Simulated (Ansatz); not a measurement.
## Strength of the B–C bond: C4H7B → C3H4B + CH3

Species: C4H7B `C#CB(C)C`, singlet; C3H4B `C#C[B]C`, doublet; CH3 `[CH3]`, doublet. 

Shapes, held fixed at every level: PBE0-D4/def2-TZVP. Programs: Ansatz 0.2.0. The zero-point and thermal change to 298 K, harmonic and unscaled (PBE0-D4/def2-TZVP), is -19.7 kJ/mol.

```csv
level,kind,ΔH(298 K) (kJ/mol),CPU time (sum over the molecules)
HF/def2-SVP,Hartree–Fock,+311.7,–
HF/def2-TZVPP,Hartree–Fock,+302.7,–
SPW92/def2-TZVPP,LDA,+464.3,12 s
B3LYP-D4/def2-TZVPP,global hybrid,+396.8,38 s
BHLYP-D4/def2-TZVPP,global hybrid,+396.9,43 s
wB97X-V/def2-TZVPP,range-separated hybrid,+426.0,1.7 min
B2PLYP/def2-TZVPP,double hybrid,+403.8,71 s
```

B2PLYP/def2-TZVPP gives ΔH(298 K) = +403.8 kJ/mol; the levels span +302.7 to +464.3. The median of the levels is +396.9. Hartree–Fock misses the correlation of the pair that is broken and comes out low. No measured value is set beside it here. Spin contamination: C3H4B (⟨S²⟩ up to 0.91). Open shells run unrestricted unless RO is named. Times are processor times on shared x86 and Arm servers, and rough.

Breaking the B–CH3 bond is strongly endothermic at every level, with B2PLYP giving +403.8 kJ/mol. This fits a strong σ bond between carbon and an s-rich hybrid on three-coordinate boron, polarised towards the more electronegative carbon. Homolysis gives up that overlap and leaves an electron-deficient boron radical. The ethynyl group can probably spread some of the unpaired spin into its π system, but this recovers only part of the bonding lost.

B3LYP-D4 and BHLYP-D4 agree almost exactly despite their different shares of exact exchange, yet wB97X-V lies clearly higher, so their agreement is no measure of accuracy. The LDA value is the highest, probably because the local functional overbinds the intact molecule relative to its fragments. The calculations support a strong bond but do not fix its enthalpy closely. Whether the ethynyl substituent strengthens or weakens the B–CH3 bond remains open without the same cleavage in a trialkylborane.
